\section*{Solution key: the CISD one-particle density matrix of $N$ separated H$_2$ molecules}

\subsection*{Problem and data}

$N$ identical H$_2$ molecules with a bond length near the approximate equilibrium value of $0.74$~\AA{} lie infinitely far apart. Each carries a minimal basis with two real orbitals, $g$ ($\sigma_g$) and $u$ ($\sigma_u$). The reference $\Phi$ has every $g$ doubly occupied, and the whole system is treated by CISD, on the lowest root that contains $\Phi$. The values below were made for the exercise and rounded as output data are: the spin-summed occupation $n$ of $u$ on one molecule is known to $\pm 0.000005$, and the correlation energy per molecule $\varepsilon=E_{\rm corr}/N$ to $\pm 0.00005$~eV.

\begin{center}
\begin{tabular}{lccc}
run & $N$ & $n$ & $\varepsilon$ (eV)\\ \hline
I & 5 & 0.02212 & $-0.5338$\\
II & 20 & 0.01514 & $-0.4658$\\
III & 100 & 0.00601 & $-0.3234$\\
IV & not recorded & 0.01083 & $-0.4102$
\end{tabular}
\end{center}

(a) Derive the one-particle density matrix of a CISD wavefunction and bound its virtual trace. (b) Find $n$ and $\varepsilon$ as functions of $N$. (c) Infer the parameters of the model from runs I to III. (d) Carry the rounding through. (e) Discuss uniqueness. (f) Find $N$ for run IV. (g) Infer the full-CI values and the error of CISD.

\subsection*{(a) Density matrix (6 marks)}

Conventions: $i,j,k$ label spin orbitals occupied in $\Phi$ and $a,b,c$ virtual ones, all orthonormal; coefficients are real; $\gamma_{pq}=\langle\Psi|a_p^\dagger a_q|\Psi\rangle=\gamma_{qp}$. With $\Phi_i^a=a_a^\dagger a_i\Phi$ and $\Phi_{ij}^{ab}=a_a^\dagger a_b^\dagger a_j a_i\Phi$,
\begin{equation}
\Psi=c_0\Phi+\sum_{ia}c_i^a\Phi_i^a+\tfrac14\sum_{ijab}c_{ij}^{ab}\Phi_{ij}^{ab},
\end{equation}
where the sums are unrestricted and $c_{ij}^{ab}$ is antisymmetric in $ij$ and in $ab$. Unit norm means $c_0^2+W_S+W_D=1$, with $W_S=\sum (c_i^a)^2$ and $W_D=\tfrac14\sum (c_{ij}^{ab})^2$. Let $\Psi_S$ and $\Psi_D$ be the singles and doubles parts, so that $\langle\Psi_S|\Phi_i^a\rangle=c_i^a$ and $\langle\Psi_D|\Phi_{ij}^{ab}\rangle=c_{ij}^{ab}$.

Virtual block. The operator $a_a^\dagger a_b$ keeps the excitation level and annihilates $\Phi$. It turns $\Phi_i^b$ into $\Phi_i^a$ and $\Phi_{ij}^{bc}$ into $\Phi_{ij}^{ac}$. In $\Psi_D$ the label $b$ can stand in either upper position, and by antisymmetry both give the same term, so $\tfrac14$ becomes $\tfrac12$:
\begin{equation}
\gamma_{ab}=\sum_i c_i^a c_i^b+\tfrac12\sum_{ijc}c_{ij}^{ac}c_{ij}^{bc}.
\end{equation}

Occupied block. Write $a_i^\dagger a_j=\delta_{ij}-a_j a_i^\dagger$. The operator $a_ja_i^\dagger$ annihilates $\Phi$ and moves a hole from $i$ to $j$: as a pair of fermion operators it commutes with $a_a^\dagger$, $a_b^\dagger$ and $a_k$ ($k\ne i$), so $\Phi_i^a\to\Phi_j^a$ and $\Phi_{ik}^{ab}\to\Phi_{jk}^{ab}$ with a plus sign. The unit norm multiplies $\delta_{ij}$:
\begin{equation}
\gamma_{ij}=\delta_{ij}-\sum_a c_i^a c_j^a-\tfrac12\sum_{kab}c_{ik}^{ab}c_{jk}^{ab}.
\end{equation}

Mixed block. The operator $a_i^\dagger a_a$ lowers the excitation level by one: $\Phi_i^a\to\Phi$ and $\Phi_{ij}^{ab}\to\Phi_j^b$. There are two positions for $i$ and two for $a$, and these four equal terms cancel the $\tfrac14$:
\begin{equation}
\gamma_{ia}=c_0c_i^a+\sum_{jb}c_j^b\,c_{ij}^{ab}.
\end{equation}

Trace. Setting $a=b$ and summing gives the number of electrons in virtual orbitals,
\begin{equation}
T=\sum_a\gamma_{aa}=W_S+2W_D\le 2(1-c_0^2)\le 2 .
\end{equation}
The occupied block loses the same amount, so the total trace is the electron number. The bound does not depend on the size of the system: for $N$ equivalent molecules in any basis, the virtual population per molecule cannot exceed $2/N$.

\subsection*{(b) Forward model (5 marks)}

At infinite separation $H=\sum_A H_A$, and the electron number and the $g/u$ parity of each molecule are conserved separately. A single excitation $g_A\to u_A$ changes the parity of $A$, $g_A\to u_B$ changes electron numbers, and a double spread over two molecules does one or the other. None of them mixes with $\Phi$, so $W_S=0$. Only the $N$ doubles $D_A=\Phi_{g_A\bar g_A}^{u_A\bar u_A}$ remain (a bar marks $\beta$ spin). The model has two parameters,
\begin{equation}
K=\langle\Phi|H|D_A\rangle=(gu|gu)>0,\qquad 2\Delta=\langle D_A|H|D_A\rangle-\langle\Phi|H|\Phi\rangle ,
\end{equation}
with $\Delta>0$ when $\Phi$ is the lower determinant. For $A\neq B$, $\langle D_A|H|D_B\rangle=0$ because the determinants differ in four spin orbitals. Only the combination $N^{-1/2}\sum_A D_A$ couples to $\Phi$, with matrix element $\sqrt N K$. With $x=K/\Delta$ and $s=\sqrt{1+Nx^2}$, the lowest root of
\begin{equation}
\begin{pmatrix}0&\sqrt N K\\ \sqrt N K&2\Delta\end{pmatrix}
\end{equation}
is $E_{\rm corr}=\Delta(1-s)$. Its eigenvector is $(\cos\theta,-\sin\theta)$ with $\tan2\theta=\sqrt N x$, so $\cos 2\theta=1/s$ and $W_D=\sin^2\theta=\tfrac12(1-1/s)$.

Each $D_A$ has the coefficient $C=-\sin\theta/\sqrt N$. In $\gamma_{u_Au_A}$ the sum over $ijc$ has two terms, $c=\bar u_A$ with $ij=g_A\bar g_A$ or $\bar g_Ag_A$, so $\gamma_{u_Au_A}=\tfrac12\cdot2C^2=C^2$, and likewise $\gamma_{g_Ag_A}=1-C^2$. Off-diagonal elements within a block need two different doubles that share three labels, which do not occur, and $\gamma_{ia}=0$ because every term holds a singles coefficient. Hence $g$ and $u$ are the natural orbitals, with spin-summed occupations $2-n$ and $n=2C^2$, and
\begin{equation}
n(N)=\frac1N\left(1-\frac{1}{\sqrt{1+Nx^2}}\right),\qquad
\varepsilon(N)=-\frac{\Delta}{N}\left(\sqrt{1+Nx^2}-1\right).
\end{equation}
Here $T=Nn=2W_D=1-1/s<1$, tighter than the general bound, because the lowest root of a two-level problem always has more than half its weight on the lower basis state.

\subsection*{(c) Inversion (6 marks)}

From $1/s=1-T$ follows $Nx^2=(1-T)^{-2}-1=T(2-T)/(1-T)^2$, and $s-1=T/(1-T)$ gives $|\varepsilon|=\Delta\,n/(1-T)$. Therefore, with $T=Nn$,
\begin{equation}
x^2=\frac{n(2-T)}{(1-T)^2},\qquad
\Delta=|\varepsilon|\,\frac{1-T}{n},\qquad
K=x\Delta=|\varepsilon|\sqrt{\frac{2-T}{n}} .
\end{equation}
The density matrix alone fixes the ratio $x$, and one energy sets the scale. For run I, $T=0.1106$, so
\begin{equation}
x^2=\frac{0.02212\,(2-0.1106)}{(1-0.1106)^2}=0.052834,\qquad
\Delta=\frac{0.5338\,(1-0.1106)}{0.02212}~\text{eV}=21.463~\text{eV},
\end{equation}
and $K=0.5338\sqrt{(2-0.1106)/0.02212}$~eV $=4.9334$~eV. The three runs give the following values; the half-widths come from part (d).

\begin{center}
\begin{tabular}{lcccc}
run & $T$ & $x^2$ & $\Delta$ (eV) & $K$ (eV)\\ \hline
I & 0.1106 & $0.052834\pm0.000014$ & $21.463\pm0.007$ & $4.9334\pm0.0011$\\
II & 0.3028 & $0.052862\pm0.000030$ & $21.450\pm0.012$ & $4.9318\pm0.0015$\\
III & 0.601 & $0.052814\pm0.000157$ & $21.470\pm0.048$ & $4.9341\pm0.0037$
\end{tabular}
\end{center}

All three traces lie below 1, as part (b) demands. The traces also give the reference weight directly, $c_0^2=1-T/2$, which is $0.9447$, $0.8486$ and $0.6995$.

Rounding limits are hard limits, so the true parameters lie in the overlap of the three intervals. Runs I and II set the edges, and run III contains the overlap:
\begin{equation}
0.052833\le x^2\le0.052848,\quad 21.456\le\Delta/\text{eV}\le21.463,\quad 4.9324\le K/\text{eV}\le4.9333 .
\end{equation}
The result, with half-widths rounded up to cover these ranges, is
\begin{equation}
x^2=0.05284\pm0.00001,\qquad \Delta=21.46\pm0.005~\text{eV},\qquad K=4.933\pm0.001~\text{eV}.
\end{equation}
The three ranges are necessary conditions taken one at a time. That a common solution exists is seen by putting $K=4.933$~eV and $\Delta=21.46$~eV into the forward model, which returns numbers that round to the six entries of runs I to III. This step checks the inversion and is no independent confirmation, since the parameters came from those entries.

\subsection*{(d) Propagation of the rounding (5 marks)}

At fixed $N$, $d\ln T=d\ln n$. Logarithmic differentiation of the inversion formulas gives
\begin{equation}
\frac{\partial\ln x^2}{\partial\ln n}=1-\frac{T}{2-T}+\frac{2T}{1-T}=\frac{2}{(1-T)(2-T)},
\end{equation}
\begin{equation}
\frac{\partial\ln \Delta}{\partial\ln n}=-\frac{1}{1-T},\qquad
\frac{\partial\ln K}{\partial\ln n}=-\frac{1}{2-T},\qquad
\frac{\partial\ln \Delta}{\partial\ln|\varepsilon|}=\frac{\partial\ln K}{\partial\ln|\varepsilon|}=1 .
\end{equation}
The half-widths in the table add the magnitudes of the two contributions, which is the worst case to first order. If the rounding is taken as uniformly distributed instead, each contribution is divided by $\sqrt3$ and the two are added in quadrature.

The amplification factor for $x^2$ is $1.19$, $1.69$ and $3.58$ for the three runs. Large $N$ is penalised twice: $n$ falls, so the fixed rounding is a larger fraction of it, and the factor diverges as $T\to1$. The reason is visible in the large-$N$ form
\begin{equation}
n=\frac1N-\frac{1}{x\,N^{3/2}}+\dots,
\end{equation}
whose leading term contains no parameter of the molecule. The integral $K$ is well conditioned at every $N$, since $1/(2-T)$ stays between $\tfrac12$ and 1, whereas $\Delta$ shares the divergence. An error in $n$ moves $K$ and $\Delta$ in the same direction, as does an error in $\varepsilon$, so their uncertainties are positively correlated. An unweighted mean over the three runs earns no credit, because run III carries about ten times the uncertainty of run I in $x^2$.

\subsection*{(e) Uniqueness (4 marks)}

Known $N$. The occupation rises strictly from 0 to $1/N$ as $x^2$ goes from 0 to $\infty$, so each $n$ with $0<T<1$ gives exactly one $x^2$, and $\varepsilon$ is then linear in $\Delta$. The data depend on $K^2$ only. The sign is supplied by the definition: $(gu|gu)$ is the Coulomb self-energy of the real charge distribution $gu$ and is positive.

Wrong root. The formula $Nx^2=(1-T)^{-2}-1$ is unchanged by $T\to2-T$. The partner value $T=1+1/s$ belongs to the upper root, for which $E_{\rm corr}>0$. The negative energies and $T<1$ exclude it.

Occupations only. Scaling $K$ and $\Delta$ by a common factor leaves $\gamma$ unchanged, so no number of runs can replace the energy.

Unknown $N$ with unknown parameters. One pair $(n,\varepsilon)$ has a solution for every $N<1/n$. Run III read as a single molecule would give $x^2=0.01213$ and $\Delta=53.5$~eV: the loss of occupation due to truncation is then mistaken for weak correlation. If the totals $T$ and $E_{\rm corr}$ are given instead, they fix $\Delta$ and the product $NK^2$ but cannot separate $N$ from $K$.

\subsection*{(f) Size of run IV (5 marks)}

The function $f(y)=1-(1+y)^{-1/2}$ is strictly concave with $f(0)=0$, and $n=f(Nx^2)/N$ is $x^2$ times the slope of a chord from the origin. It falls strictly with $N$, so the solution is unique. For a closed form let $v=-c_0/C>0$. Normalisation gives $n=2/(v^2+N)$. The first row of the eigenvalue problem reads $E_{\rm corr}=-NK/v$ and the row of $D_A$ reads $K-2\Delta/v=-E_{\rm corr}/v$, so $xv^2-2v=Nx$. Inserting $N=2/n-v^2$ yields $xv^2-v-x/n=0$, whose positive root is
\begin{equation}
v=\frac{1+\sqrt{1+4x^2/n}}{2x},\qquad N=\frac2n-v^2 .
\end{equation}
With $x=0.22987$ and $n=0.01083$ the square root is $4.5295$ and $v=12.0274$, so $N=184.67-144.66=40.01$.

Differentiating $Nn=1-(1+Nx^2)^{-1/2}$ gives
\begin{equation}
G\,dN=-N\,dn+\tfrac12N(1-T)^3\,d(x^2),\qquad G=n-\tfrac12x^2(1-T)^3 .
\end{equation}
With $T=0.4333$, $G=0.00602$. The rounding of $n$ contributes $0.033$ and the uncertainty of $x^2$ contributes $0.006$, so $N=40.01\pm0.04$ and the run had 40 molecules.

The energy of run IV has not been used and offers a second route. From $|\varepsilon|=\Delta n/(1-Nn)$,
\begin{equation}
N=\frac1n-\frac{\Delta}{|\varepsilon|}=92.34-52.32=40.02,
\end{equation}
with a worst-case half-width $\delta n/n^2+\delta\Delta/|\varepsilon|+\Delta\,\delta\varepsilon/\varepsilon^2=0.06$. Both routes select the same integer; they share the datum $n$ and are thus only partly independent. The resolution decays with size: at $N=250$ the rounding of $n$ alone gives $N\delta n/G=0.51$, and neighbouring integers begin to be confused.

\subsection*{(g) Full CI and the error of CISD (4 marks)}

For one molecule CISD is full CI, as there are only two electrons. For $H=\sum_AH_A$ the full-CI ground state is the antisymmetrised product of the monomer states, so its occupation and energy per molecule equal the $N=1$ values at every $N$. With $s_1=\sqrt{1+x^2}=1.02608$,
\begin{equation}
n_{\rm FCI}=1-1/s_1=0.02542,\qquad \varepsilon_{\rm FCI}=-\Delta(s_1-1)=-0.5597~\text{eV}.
\end{equation}
The propagated half-widths are $\delta(x^2)/2s_1^3=0.000005$ and $(s_1-1)\delta\Delta+\Delta\,\delta(x^2)/2s_1=0.0002$~eV. The fractions recovered by CISD are:

\begin{center}
\begin{tabular}{lccc}
$N$ & 5 & 20 & 100\\ \hline
$n/n_{\rm FCI}$ & 0.870 & 0.596 & 0.236\\
$\varepsilon/\varepsilon_{\rm FCI}$ & 0.954 & 0.832 & 0.578
\end{tabular}
\end{center}

The density deteriorates faster than the energy. For $Nx^2<1$,
\begin{equation}
n=\tfrac12x^2\left(1-\tfrac34Nx^2+\tfrac58N^2x^4-\dots\right),\qquad
\varepsilon=-\tfrac12\Delta x^2\left(1-\tfrac14Nx^2+\dots\right),
\end{equation}
so to first order the relative losses are $\tfrac34(N-1)x^2$ and $\tfrac14(N-1)x^2$, in the ratio three to one. At $N=5$ the first-order loss of occupation is $0.159$ against the actual $0.130$, so higher terms already matter, and for runs II and III, where $Nx^2>1$, the series diverges.

The trace bound makes the failure unavoidable. Full CI has $T=Nn_{\rm FCI}$, which passes 1, the limit of the CISD ground root, at $N=1/n_{\rm FCI}=39.3$, and passes 2, the limit of any CISD wavefunction on this reference, at $N=78.7$. At $N=100$ the full-CI trace is $2.54$ and the reference weight is $(1-n_{\rm FCI}/2)^{100}=0.278$, far below the CISD weight of run III. The missing population resides in quadruple and higher excitations, in which several molecules are doubly excited at once.

These full-CI values refer to the minimal basis and lie far from real H$_2$. The basis has a single correlating orbital and describes only left-right correlation. The correlation energy is too small in magnitude by a factor of about two, the population removed from $\sigma_g$ is too small by tens of per cent because the $\pi_u$ and second $\sigma_g$ orbitals are absent, and the $\sigma_u$ occupation itself is too large by tens of per cent. In a larger basis singles appear and $\gamma_{ia}\ne0$, but the bound $2/N$ on the virtual population per molecule holds unchanged.